**Question.** My NV centre sits for $t=2\ \mu$s in one of two equally likely axial fields, $\delta B=1\ \mu$T apart. How well can one exposure tell them apart? Can finitely many make it certain?

**Answer.** Take $H/h=DS_z^2+\gamma BS_z$, $S=1$, $\gamma\approx28.0$ kHz/µT (typical), with ideal control and readout. Channels are $\mathcal U(\rho)=U\rho U^\dagger$, normalised so that $\|\mathcal U-\mathcal V\|_\diamond\le2$.

**Estimate**

Picture Ramsey on $m=0,-1$. With $\gamma\approx30$ kHz/µT the extra precession is 0.06 cycle, or $6\times0.06=0.36$ rad. The Bloch vectors end about 0.36 apart, which is the trace norm of the state difference, so $P_{\rm err}\approx\frac12-\frac{0.36}{4}=0.41$. Certainty needs antiparallel vectors, half a cycle: $0.5/0.06=8.3$, so 9 uses.

**Calculation**

For equal priors Helstrom's bound gives $P_{\rm err}=\frac12-\frac14\|\mathcal U-\mathcal V\|_\diamond$. The norm is maximised over inputs on spin plus ancilla, and by convexity pure inputs suffice. With $W=U^\dagger V=\sum_je^{i\theta_j}|j\rangle\langle j|$, the pure outputs differ by trace norm $2\sqrt{1-|z|^2}$, where
$$z=\langle\psi|W\otimes1|\psi\rangle=\sum_jp_je^{i\theta_j}$$
and $p_j$ are the populations. The state $\sum_j\sqrt{p_j}|j\rangle$ realises any populations, so no ancilla is needed. $z$ fills the convex hull of the eigenvalues. If their smallest covering arc is $\Theta<\pi$, the point nearest the origin is the midpoint of the chord between the extremes, $|z|=\cos(\Theta/2)$:
$$\|\mathcal U-\mathcal V\|_\diamond=2\sin\frac\Theta2,\qquad P_{\rm err}=\frac{1-\sin(\Theta/2)}2.$$
For $\Theta\ge\pi$ the hull contains 0 and the norm is 2.

The angle $d=\arccos|\langle\psi|\chi\rangle|$ is a metric, so $d(U\psi,V\chi)\le d(U\psi,V\psi)+d(\psi,\chi)\le\Theta/2+d(\psi,\chi)$. Controls, with measurements purified, preserve $d$, and certainty needs $d=\pi/2$; hence $N\ge\pi/\Theta$. For $N=\lceil\pi/\Theta\rceil$, the eigenphases of $W^{\otimes N}$ span $N\Theta\ge\pi$ in steps of at most $\Theta$, so the hull contains 0 and the bound is reached (Acín 2001).

Here $D$ and the common field cancel: $W=e^{-i\varphi S_z}$, $\varphi=2\pi\gamma\,\delta B\,t=0.352$ rad. The eigenphases are $0,\pm\varphi$, so $\Theta=2\varphi=0.704$ rad. The input $(|{+1}\rangle+|{-1}\rangle)/\sqrt2$ gives norm $2\sin\varphi=0.689$ and $P_{\rm err}=0.328$. Also $\pi/\Theta=4.46$, so $N=5$.

One spin exposed five times suffices, but that same input overshoots: $P_{\rm err}=(1-\sin5\varphi)/2=0.009$, worse than 0.007 after four. Population in $m=0$ repairs this. With $p_{\pm1}=p$, $z=1-2p(1-\cos5\varphi)$ vanishes at $p=0.421$, $p_0=0.158$.

**Why they differ**

The norms differ by $0.689/0.36=1.91=2\times0.977\times0.979$.

- The factor 2 is physics. Only the extreme eigenphases count, and $m=\pm1$ separate twice as fast as $0,-1$.
- $0.977=0.352/0.36$ is rounding: $\gamma$ went up 7%, $2\pi$ down 5%.
- $0.979=\sin\varphi/\varphi$ is chord against arc.

$P_{\rm err}$ moves only from 0.41 to 0.328 because the factor acts on the advantage below $\frac12$, 0.09 against 0.172. The counts differ by $9/5=1.8$, not 2, through the ceiling: the two-level value $\pi/\varphi=8.93$ barely rounds up, while 4.46 becomes 5.

**Real NV centres**

These numbers are optimistic bounds. Quasi-static Gaussian field noise damps a coherence by $\exp[-(\Delta m\,T/T_2^*)^2]$ after total time $T$, with $T_2^*$ defined for $\Delta m=1$. For a typical natural-abundance $T_2^*\approx1\ \mu$s, one exposure at $\Delta m=2$ gives $e^{-16}$, so the real advantage is smaller by a huge factor. For $T_2^*\approx100\ \mu$s, typical of good $^{12}$C-enriched diamond, five exposures leave 0.96: nearly certain, never exactly. The $^{14}$N hyperfine term, approximately 2.2 MHz, cancels in $W$, yet its 28 rad per unit $m$ dwarfs $\varphi$, so the nucleus must be polarised or addressed conditionally. Room-temperature fluorescence readout typically cuts the single-shot advantage by a further large factor, tenfold or more.